## Gap and stiffness of Al3GaN4 under pressure

The last row of the table looks wrong. From the first row on, each step to a larger volume lowers the gap by a little less than the step before, down to 0.221 eV. The final step, to 11.76 Å³ per atom, then lowers it by 0.279 eV. It looks as if something new happened to the stretched crystal.

Al3GaN4 (space group Pm, 8-atom cell) at a series of volumes, with cell shape and atoms relaxed at each. Ansatz 0.2.0, scalar-relativistic plane-wave PAW calculations with the PBEsol functional, no spin polarisation, cutoff 420 eV, Γ-centred 6×8×4 k mesh. Energies count from the minimum of a third-order Birch-Murnaghan fit; negative pressure means tension.

| volume per atom (Å³/atom) | energy over minimum (meV/atom) | pressure (GPa) | band gap on mesh (eV) |
| --- | --- | --- | --- |
| 9.408 | 117.6 | 32.60 | 4.489 |
| 9.729 | 62.7 | 22.54 | 4.225 |
| 10.05 | 26.4 | 13.88 | 3.967 |
| 10.37 | 6.3 | 6.43 | 3.718 |
| 10.691 | 0.0 | 0.02 | 3.478 |
| 11.012 | 5.6 | -5.50 | 3.247 |
| 11.333 | 21.5 | -10.24 | 3.026 |
| 11.76 | 56.2 | -15.56 | 2.747 |

The cause is the spacing of the rows. The last volume step is a third wider than the others, and a wider step brings a larger change. Divided by the change in the logarithm of the volume, the last two gap steps become $-7.69$ and $-7.54$ eV, which continue a slow drift. The crystal does nothing unusual there.

### Even in volume, uneven in pressure

The same division brings order to the whole column. Let $E_g$ be the band gap on the mesh, $V$ the volume per atom and $P$ the pressure. The slope $a_V = \mathrm{d}E_g/\mathrm{d}\ln V$ varies by only about 5 % between its weakest and strongest steps. In plain terms, squeezing the crystal by one per cent of its volume opens the gap by nearly 0.08 eV, wherever in the scan one starts.

Against pressure the picture is quite different. At the stretched end one additional gigapascal opens the gap by 52 meV, at the compressed end by only 26 meV. Someone who sees only the pressures might conclude that the electronic structure grows less sensitive as the crystal is squeezed. The volumes show that it hardly changes its sensitivity at all.

What changes is how much volume a gigapascal removes. The bulk modulus $B = -\mathrm{d}P/\mathrm{d}\ln V$ measures the resistance to that loss, and the chain rule joins the two slopes:

$$\frac{\mathrm{d}E_g}{\mathrm{d}P} = -\frac{a_V}{B}.$$

This relation is exact and therefore tests nothing. It does show where the factor of two comes from: the numerator stays almost constant, while $B$ rises from about 144 GPa in the last step to about 300 GPa in the first.

### Why the crystal stiffens

The energies show the stiffening too. Reducing the equilibrium volume by 6 % costs 26.4 meV per atom, while enlarging it by the same amount costs 21.5 meV. If the energy were a simple parabola in volume, the two costs would be equal. The steeper side is the compressed one.

This is the usual shape of a bond's energy curve. When atoms approach, the repulsion between their electron shells rises steeply; when they separate, the attraction fades gently. Each further reduction in volume therefore needs more pressure than the one before. A gap that changes almost evenly with the logarithm of the volume must then flatten when it is plotted against pressure.

### Why shorter bonds open the gap

The table gives the size of the gap but not the orbitals at its edges, so the next step rests on the established picture of such nitrides. The bottom of the conduction band at Γ, the centre of the Brillouin zone, is an antibonding combination of s orbitals on the metal and on nitrogen. The top of the valence band is made mainly of nitrogen p orbitals, with a bonding share of metal p. Shorter bonds couple the orbitals more strongly, which pushes the antibonding level up relative to the bonding one. The gap widens.

The logarithm suits this mechanism because it counts fractional changes. Each one-per-cent loss of volume shortens the bonds by about a third of one per cent, wherever in the scan it occurs, and a coupling that follows a power of the bond length then grows by about the same factor. Over the whole scan the lengths change by only about 8 %, so equal fractions should give similar additions to the gap. A power law alone would be expected to make these additions grow steadily on compression. The computed slope instead levels off and even weakens slightly in the most compressed step, and the series does not show why. The logarithmic law is a good description over this range, not a law of nature.

A cruder argument would let the whole gap grow as $1/d^2$, where $d$ is the bond length, as a kinetic energy does. Between equilibrium and the smallest volume that would widen the gap by 9 %, whereas the computed gap widens by 29 %. The direction is right, but the size is far too small.

The orbital picture suggests why. In its simplest form, with coupling between nearest neighbours only,

$$E_g = R_s + R_p - \Delta .$$

Here $R_s$ is the height of the antibonding s level above the average atomic s level, $R_p$ the depth of the bonding p level below the average atomic p level, and $\Delta$ the height of that p average above the s average. Both $R_s$ and $R_p$ grow as the bonds shorten, while $\Delta$ belongs to the atoms and stays roughly fixed. The gap is what remains after the subtraction, so it can grow by a larger fraction than $R_s$ and $R_p$ themselves. The calculation gives no separate values for these three parts, and this explanation remains an argument.

### One estimate in full

The simple model takes $a_V$ as constant. Its value comes from the two rows on either side of equilibrium:

$$a_V = \frac{3.247-3.718}{\ln(11.012/10.37)} \approx -7.84\ \text{eV}.$$

The line is made to pass through the equilibrium row. The other five rows played no part in setting it.

For the most compressed row the model then gives

$$E_g \approx 3.478 - 7.84\,\ln\frac{9.408}{10.691} \approx 4.48\ \text{eV},$$

against 4.489 eV in the table. The largest miss, 16 meV, falls on the most stretched row, where the computed slope has become slightly weaker than the model's.

A straight line in pressure, drawn through equilibrium with its slope from the same two neighbours, does much worse. Its slope is 39 meV per gigapascal, and at the smallest volume it overshoots the computed gap by 0.275 eV. It assumes that the crystal keeps its equilibrium softness. The output printed after this section gives both comparisons row by row.

For practical use, the safer route is therefore to find the volume first and the gap second. Close to zero pressure the direct coefficient serves well enough: at 6.4 GPa it is wrong by about 13 meV. At 13.9 GPa the error has grown to 58 meV. These figures hold for pressure applied equally from all sides; a film strained by its substrate changes shape in another way and needs its own calculation.

### Beside a softer and a different semiconductor

Gallium arsenide shows the same division of roles. It is much softer than this nitride, and its direct gap is known to open considerably faster per gigapascal. Yet its response to a given fractional change of volume is similar. Much of the contrast between the two materials under pressure is thus a contrast in stiffness.

Silicon shows when the reasoning has to change. Its conduction edge lies far from the zone centre and has a different orbital make-up, and its gap narrows slightly under pressure. To guess the trend for a neighbouring compound, one first asks which orbitals form the two edges, which usually settles the direction. The stiffness then tells how much of that response each gigapascal brings out.

### How far the numbers reach

The absolute gaps are too small, as is usual for the PBEsol functional. The measured gap of gallium nitride alone is about as wide as the one computed here, and that of aluminium nitride is far wider. A crystal with three aluminium atoms for each gallium atom should therefore lie well above the computed 3.48 eV. Whether the slope $a_V$ has a similar error is not known here, since the series has no higher level of theory to compare with. The PBEsol runs also used PAW datasets made for PBE, and they describe a crystal at zero temperature without zero-point motion. How much either changes the gap was not tested here.

Both band edges lie at Γ on the mesh in all eight rows, the stretched ones included. Together with the smooth course of the gap, this suggests that the same two edges are involved throughout, although a position alone does not identify the orbitals. An edge lying between the mesh points would have been missed, and the true gap would then be smaller than the one listed.

The three most compressed rows, from 13.9 GPa upwards, carry a different caution. Aluminium nitride is known to change to the rocksalt structure somewhere in this range of pressure, and no such structure was calculated for the mixed crystal. The rows describe how the present structure would respond if it survived. They do not show that it would. The relaxations also kept the symmetry of the starting cell, so at any volume a distortion that breaks this symmetry would have gone unseen.

Printed output of the fit:

```
Steps from the row above:
     row  volume step A3/atom  gap step eV  gap per ln V eV  gap per pressure meV/GPa  stiffness GPa
   9.729                0.321       -0.264           -7.869                     26.24          299.8
   10.05                0.321       -0.258           -7.948                     29.79          266.8
   10.37                 0.32       -0.249           -7.944                     33.42          237.7
  10.691                0.321        -0.24           -7.873                     37.44          210.3
  11.012                0.321       -0.231           -7.808                     41.85          186.6
  11.333                0.321       -0.221           -7.691                     46.62            165
   11.76                0.427       -0.279           -7.544                     52.44          143.8
Prediction less computed gap in meV:
     row  linear in ln V  linear in pressure  whole gap like 1/d2
   9.408          -8.587               275.3               -701.6
   9.729          -7.659               142.1               -521.4
   10.05          -4.191                58.2               -342.6
   10.37          -0.964               13.07               -168.6
  10.691               0                   0                    0
  11.012          -0.964               13.07                163.1
  11.333          -5.262               46.93                319.4
   11.76          -16.26               115.9                516.9
Gap slope against ln V around equilibrium (eV): -7.841
Gap slope against pressure around equilibrium (meV/GPa): 39.48
Bulk modulus from the same two rows (GPa): 198.6
Largest over smallest local gap slope against ln V (ratio): 1.054
Largest over smallest local gap slope against pressure (ratio): 1.998
Largest over smallest local stiffness (ratio): 2.085
Energy cost of 6 % compression over that of 6 % expansion (ratio): 1.228
Gap rise from equilibrium to the smallest volume (eV): 1.011
The same rise in percent of the equilibrium gap: 29.07
Rise in percent if the whole gap went as 1/d2: 8.897
Largest miss of the line in ln V (meV): 16.26
Largest miss of the line in pressure (meV): 275.3
```
